Limits and scaling of the Seto grain-boundary barrier: SnO2 with oxygen-charged boundaries

Model

Take a one-dimensional chain of n-type grains of length L, with ionised donor density N and permittivity ε = εr ε0. Each boundary is a plane with Nt acceptor states per unit area, here bound oxygen, at depth Et below the local conduction-band edge. The barrier eVB > 0 is the rise of the band edge from grain centre to boundary. In the depletion approximation Poisson's equation gives a parabola over a width W on each side, so VB = eNW²/(2ε). If NL < Nt the traps absorb all electrons and W = L/2. Otherwise they fill and 2NW = Nt. This is Seto's result (1975, for polycrystalline silicon):

VB = eNL²/(8ε) for N < Nt/L, VB = eNt²/(8εN) for N > Nt/L.

The Boltzmann flux over the top is nb vR, with vR = (kT/2πm)^(1/2) and nb = nc exp(−eVB/kT), nc being the density at the grain centre. A small voltage V per grain unbalances the opposing fluxes by the fraction eV/kT, and the mean field is V/L, so σ = e nc μ with

μ = μ0 exp(−eVB/kT), μ0 = eL(2πmkT)^(−1/2).

This μ refers to nc. The mobility referred to the grain-averaged density n̄ is μ̄ = μ nc/n̄.

Dimensionless groups

Poisson's equation with Boltzmann electrons contains N and Nt only as e²N/(εkT) and e²Nt/(εkT). With L these form two groups,

x = NL/Nt, u* = e²NtL/(8εkT).

For u = eVB/kT Seto's value is uS = u*x (x < 1) or u*/x (x > 1): a cusp of height u* at x = 1, symmetric in ln x, with uS > 1 for 1/u* < x < u*. With the Debye length LD = (εkT/e²N)^(1/2), uS = W²/(2LD²). Physics omitted from the model brings further groups: Et/kT, N/Nc (Nc the effective density of states), NL³, and a tunnelling energy over kT.

Inputs

Compiled: εr = 9.58 along c (Wang 2024), a = 4.73735 Å (Hiroi 2015), gap 3.73 eV (Miglio 2020). Typical or assumed: isotropic m = 0.3 m0, single-crystal mobility μb = 250 cm²/(V s), L = 50 nm, Nt = 4×10¹² cm⁻², Et = 1.0 eV. All results are the model's. At 300 K:

N* = Nt/L = 8×10¹⁷ cm⁻³, eVB* = 0.472 eV, u* = 18.3, LD(N*) = 4.1 nm, μ0 = 950 cm²/(V s), Nc = 2(2πmkT/h²)^(3/2) = 4.1×10¹⁸ cm⁻³.

Nt is one charge per 111 cells of area a², and the barrier is far below the gap, so holes play no part. Seto's uS exceeds 1 between 4.4×10¹⁶ and 1.5×10¹⁹ cm⁻³. The peak vanishes (u* < 1) for L below 2.7 nm, or for Nt below 2.2×10¹¹ cm⁻². Polysilicon with typical εr = 11.7, assumed Nt = 3×10¹² cm⁻² and the same L peaks at 6×10¹⁷ cm⁻³ with 0.29 eV.

Low doping, x < 1

The trap occupancy is f ≈ x. With degeneracy factor one, the Fermi level lies D = Et + kT ln[(1 − f)/f] below the band edge at the boundary, so nb = Nc exp(−Et/kT) x/(1 − x). Since σ = e nb μ0, the conductivity is activated by Et and does not contain VB. At x = 1/2, nb is about 65 cm⁻³, and the film insulates. The barrier shows only in the mobility. The electrons form a Gaussian of standard deviation LD, whose average over the grain gives

nc/n̄ = 2√u/(√π erf √u).

Hence μ̄/μ0 = 1 − 2u/3 + ... for small u and 2(u/π)^(1/2) exp(−u) for large u. At the peak the factor is 4.8.

Just above the peak

Integrating Poisson's equation twice from the centre gives u = (e²/εkT) ∫(L/2 − y)(N − n) dy over half a grain. With filled traps the half grain holds Nt(x − 1)/2 electrons per area, so u = u*(2 − x) + (e²/εkT) ∫ y n dy. A uniform core of density N returns u*/x. While nc ≪ N the electrons stay Gaussian, with mean distance LD(2/π)^(1/2), and LD/L = (8u*)^(−1/2), so

du/dx = −u*[1 − 2/(πu*)^(1/2)].

The slope is 26 per cent gentler than Seto's here, over the range x − 1 ≪ (π/4u*)^(1/2) = 0.21. For u* ≫ 1 and deep traps the barrier maximum and the mobility minimum stay at x = 1.

High doping, x > 1

Once the neutral core is several LD wide, nc = N and the first integral of the Poisson-Boltzmann equation, (eNt/2)² = 2εNkT(u − 1 + exp(−u)), gives

u − 1 + exp(−u) = uS.

For large uS, u = uS + 1 − exp(−u). The barrier exceeds Seto's by kT, which divides μ by e = 2.718 and leaves the activation energy at uS kT. For small uS, u = s + s²/6 + ... with s = (2uS)^(1/2): linear screening, with VB falling as N^(−1/2) and not as 1/N. Neutrality fixes n̄ = N(1 − 1/x).

Boundary mobilities in cm²/(V s); μ uses uS, while μ̄ includes nc/n̄ and, in the last row, the corrected u:

N (cm⁻³) | x | uS kT (eV) | μ | μ̄
1×10¹⁷ | 0.125 | 0.059 | 97 | 171
4×10¹⁷ | 0.5 | 0.236 | 0.10 | 0.35
8×10¹⁷ | 1 | 0.472 | 1.1×10⁻⁵ | 5.3×10⁻⁵
2×10¹⁸ | 2.5 | 0.189 | 0.64 | 0.39

In SnO2 degeneracy arrives before uS falls to 1. The leading shift of the Fermi level, N/(√8 Nc) in units of kT, is already 0.17 in the last row. At T = 0, n = N(1 − E/EF)^(3/2) where the band edge has risen by E < EF, with EF = ħ²(3π²N)^(2/3)/(2m). The first integral then gives eVB = e²Nt²/(8εN) + (2/5)EF for eVB ≥ EF. The top sinks below the Fermi level when e²Nt²/(8εN) = (3/5)EF, at a doping that scales as Nt^(6/5). Here this is 1.1×10¹⁹ cm⁻³, where EF = 0.059 eV is only 2.3 kT, so the location is rough.

Large grains, large Nt or shallow traps

The 1/N branch needs filled traps, Et > D = eVB + kT ln(Nc/N), which is 0.51 eV near the peak and is met here. But eVB* grows as NtL, and the condition fails at the size Lp where e²NtLp/(8ε) = Et − kT ln(NcLp/Nt), about 100 nm. In larger grains a neutral core appears while the traps are partly empty, and

eVB = Et − kT ln(Nc/N) + kT ln[(1 − f)/f], with f² proportional to N VB.

The cusp becomes a plateau flat to a few kT, which ends near Nt/Lp = 4.0×10¹⁷ cm⁻³ whatever L is. Setting dVB/d ln N = 0 gives 1 − 1/[2(1 − f)] = 0, so the top lies at f = 1/2: 0.90 eV at 1.0×10¹⁷ cm⁻³, provided L exceeds 2W = Nt/(2N) = 1.9×10² nm. This pinned regime is also the natural one where oxygen sites are plentiful and the Fermi level, not the site count, limits the charge.

Transport crossovers

For x ≥ 1 the field at the boundary is F = eNt/(2ε) = 0.038 V/nm, independent of N; for x < 1 it is smaller by the factor x.

Diffusion. Each flank adds a resistance ∫dy/(eμb n) ≈ kT/(e²μb nb F) per area to the thermionic kT/(e² nb vR). With vR = 4.9×10⁴ m/s the relative correction 2vR/(μbF) is 0.10.

Grain interior. It acts in series and dominates when μ > μb, that is for u < ln(μ0/μb) = 1.3. It already rivals the boundary term in the first row of the table.

Tunnelling. Near the top the barrier is a symmetric triangle, and the WKB transmission at energy δ below it is exp[−(δ/δ0)^(3/2)] with δ0 = [3ħeF/(8(2m)^(1/2))]^(2/3) = 0.029 eV, or s0 = δ0/kT = 1.14. Weighting with the Boltzmann factor multiplies the current by 1 + ∫exp[t − (t/s0)^(3/2)] dt over t > 0, about 4. This tends to be an overestimate, since the parabola is wider than the triangle and reflection near the top is ignored. It opposes the kT correction and is of similar size.

Temperature. At 600 K and fixed charge u* halves to 9.1, μ0 falls as T^(−1/2) to 672 cm²/(V s), and the minimum of μ rises to 0.073 cm²/(V s).

Inhomogeneity

The mobility is exponential in u*, so modest spreads matter. A cubic grain at N* holds NL³ = 100 donors; a 10 per cent Poisson spread moves the barrier by roughly 0.047 eV, or 1.8 kT. The boundary charges are Nt^(−1/2) = 5 nm apart, and W drops below that for N > Nt^(3/2)/2 = 4×10¹⁸ cm⁻³, where a uniform sheet is no longer a fair picture. With the typical εr of about 14 perpendicular to c, eVB* falls to 0.32 eV and the minimum of μ rises by a factor near 3×10². The table is therefore good for orders of magnitude only. Polycrystalline SnO2 films doped above 10¹⁸ cm⁻³ typically show room-temperature mobilities from a few to a few tens of cm²/(V s), so the last row is low by roughly one order of magnitude or more. Tunnelling, the larger permittivity, boundaries with less oxygen and current paths through the lowest barriers all act in the direction of raising it.